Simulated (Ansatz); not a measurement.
**Ionic part of the dielectric constant of AlGa$_{3}$N$_{4}$, mode by mode**

These are results of DFT LDA, scalar-relativistic, plane waves, PAW in Ansatz, not measurements. Plane waves to 420 eV; Γ-centred k mesh 6×8×6; fixed occupations. No spin polarisation. Phonons by linear response, acoustic sum rule imposed.

Symmetry: Pm, No. 6, monoclinic system. Conventional cell: a = 5.097 Å, b = 3.136 Å, c = 5.427 Å, α = 90.00°, β = 90.04°, γ = 90.00°. Al (site symmetry m) has 4 N at 1.88 to 1.89 Å as nearest neighbours. Ga (site symmetry m) has 4 N at 1.92 to 1.93 Å as nearest neighbours. Ga (site symmetry m) is surrounded by 4 N at 1.92 to 1.94 Å. Ga (site symmetry m) has 4 N at 1.93 to 1.94 Å as nearest neighbours. Around N (site symmetry m) lie 1 Al at 1.88 Å and 3 Ga at 1.93 Å. N (site symmetry m) is surrounded by 2 Al at 1.89 Å and 2 Ga at 1.94 Å. N (site symmetry m) is surrounded by 4 Ga at 1.92 to 1.93 Å. N (site symmetry m) has 1 Al at 1.88 Å and 3 Ga at 1.93 Å as nearest neighbours.

The run warned that the force constants aren't converged on this k mesh, so the frequencies and all that is formed from them are rough.

The primitive cell has V = 86.76 Å³ and ε∞,xx = 5.440. Each polar mode adds Δε = (4.92064×10⁷/V)·S/ν² along x, with S its oscillator strength in e²/amu, ν in cm⁻¹ and V in Å³.

Task: From these modes, find each Δε and ε0,xx.
```csv
ν (cm⁻¹),S_xx (e²/amu)
197.5,0.00052
263.1,0.00523
402.3,0.02216
412.2,0.09219
562.8,2.005
571.4,0.00101
591.1,0.2801
634.3,0.1279
656.8,0.03577
698.3,0.00993
707.4,0.03132
714.7,0.0629
```

Result:
| ν (cm⁻¹) | Δε |
| --- | --- |
| 197.5 | 0.01 |
| 263.1 | 0.04 |
| 402.3 | 0.08 |
| 412.2 | 0.31 |
| 562.8 | 3.59 |
| 571.4 | 0.00 |
| 591.1 | 0.45 |
| 634.3 | 0.18 |
| 656.8 | 0.05 |
| 698.3 | 0.01 |
| 707.4 | 0.04 |
| 714.7 | 0.07 |

The sum is 4.827, so ε0,xx = 10.27; the run's tensor has 10.27.

Whether AlGa3N4 exists in this form wasn't checked.

Cost: 1 run of about 23 core-minutes, on Oxide Virtual Turin-like Processor (Zen 5) (shared hosts).

The ionic response along x is concentrated in a single mode at 562.8 cm⁻¹, which supplies 3.59 of the total 4.827. This is what a tetrahedral nitride should show: when the cations move nearly in phase against the nitrogen sublattice, the dipoles of the polar metal-nitrogen bonds add up. The cell shape suggests that x is the polar axis of a wurtzite-like parent, so the mode probably descends from its A1 transverse optical phonon. Most of the weaker modes are probably zone-boundary vibrations of that parent, folded to Γ by the Al/Ga order and made polar by the differences in mass and bonding between Al and Ga.

Oscillator strength alone doesn't set the ranking, since softness counts too: the mode at 412.2 cm⁻¹ adds more than the one at 634.3 cm⁻¹ despite its smaller strength. The dominance of one mode is well supported, whereas the order among the smallest terms carries little weight. A single tensor component says nothing about the dielectric anisotropy.
